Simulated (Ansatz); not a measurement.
# Ag: the change of pressure and energy less free atoms with volume scale

Periodic Kohn-Sham DFT of a crystal at fixed atoms, scaled to volume_scale times the given cell; pressure positive in compression, energy less spherical unpolarised free atoms, largest_vzz the field gradient of largest size among the nuclei. The results are calculated, by Ansatz 0.2.0.

The cell before it is scaled or strained (space group Fm-3m, No. 225):
```
Ag
1.0
      0.0000     2.0431     2.0431
      2.0431     0.0000     2.0431
      2.0431     2.0431     0.0000
Ag
1
Direct
  0.00000 0.00000 0.00000
```

Settings of every row: method all-electron LAPW; functional LDA; relativity scalar; k mesh 15x15x15; filling fermi-dirac; smearing width 0.05 eV; basis error target 1 meV/atom; nucleus gaussian.

Atom start moment: 0 on all atoms.

```
row  volume scale  V (Å³/atom)  pressure (GPa)  energy less free atoms (eV/atom)
  1          0.94       16.033          -0.324                            -3.795
  2        0.9405       16.042          -0.397                            -3.795
  3          0.96       16.375          -3.045                           -3.7914
  4          0.97       16.545          -4.268                           -3.7875
  5          0.98       16.716               ?                                 ?
  6             1       17.057          -7.452                           -3.7686
  7          1.01       17.227          -8.367                           -3.7601
  8          1.02       17.398          -9.215                           -3.7508
  9          1.03       17.569         -10.001                           -3.7405
 10          1.04       17.739         -10.726                           -3.7295
 11          1.06        18.08         -12.009                           -3.7053
```

Question: what pressure and energy less free atoms should row 5 give?

Worked fit of pressure. Take u = (V_r/V)^(2/3) − 1 with V_r = 17.142 Å³ an atom, which is twice the finite (Eulerian) strain; such expansions in the strain, on which the Birch-Murnaghan equation of state is built, carry the rest volume and the bulk modulus. The shown rows have u = 0.0456, 0.04521, 0.03099, 0.02391, 0.00332, -0.00329, -0.00983, -0.01627, -0.02256, -0.03489. Least squares give pressure = −7.9178 + 137.92 × u + 607.82 × u² + 449 × u³ GPa; a parabola predicts inner rows, each left out in turn, worse (root mean square 0.008 against 0.0022 GPa). The rows lie off it by -0.002, 0.002, 0.002, -0.001, 0.001, -0.002, 0.000, 0.002, -0.001, 0.000. The withheld row has u = 0.01692, so the fit gives −7.9178 + 137.92 × (0.01692) + 607.82 × (0.01692)² + 449 × (0.01692)³ = -5.408 GPa.

The calculation gave -5.407 GPa. The fit lies 0.001 GPa (0.0086 % of the column's range) below it, one unit of the last digit.

Worked fit of energy less free atoms. Take u = (V_r/V)^(2/3) − 1 with V_r = 17.142 Å³ an atom, which is twice the finite (Eulerian) strain; such expansions in the strain, on which the Birch-Murnaghan equation of state is built, carry the rest volume and the bulk modulus. The shown rows have u = 0.0456, 0.04521, 0.03099, 0.02391, 0.00332, -0.00329, -0.00983, -0.01627, -0.02256, -0.03489. Least squares give energy less free atoms = −3.76448 − 1.2723 × u + 12.614 × u² + 13.3 × u³ eV/atom; a parabola predicts inner rows, each left out in turn, worse (root mean square 0.00022 against 3.7e-05 eV/atom). The rows lie off it by 0.0000, 0.0000, 0.0000, 0.0000, 0.0000, 0.0001, 0.0000, 0.0000, 0.0000, 0.0000. The withheld row has u = 0.01692, so the fit gives −3.76448 − 1.2723 × (0.01692) + 12.614 × (0.01692)² + 13.3 × (0.01692)³ = -3.7823 eV/atom.

The calculation gave -3.7823 eV/atom. The fit meets it to the printed digit.
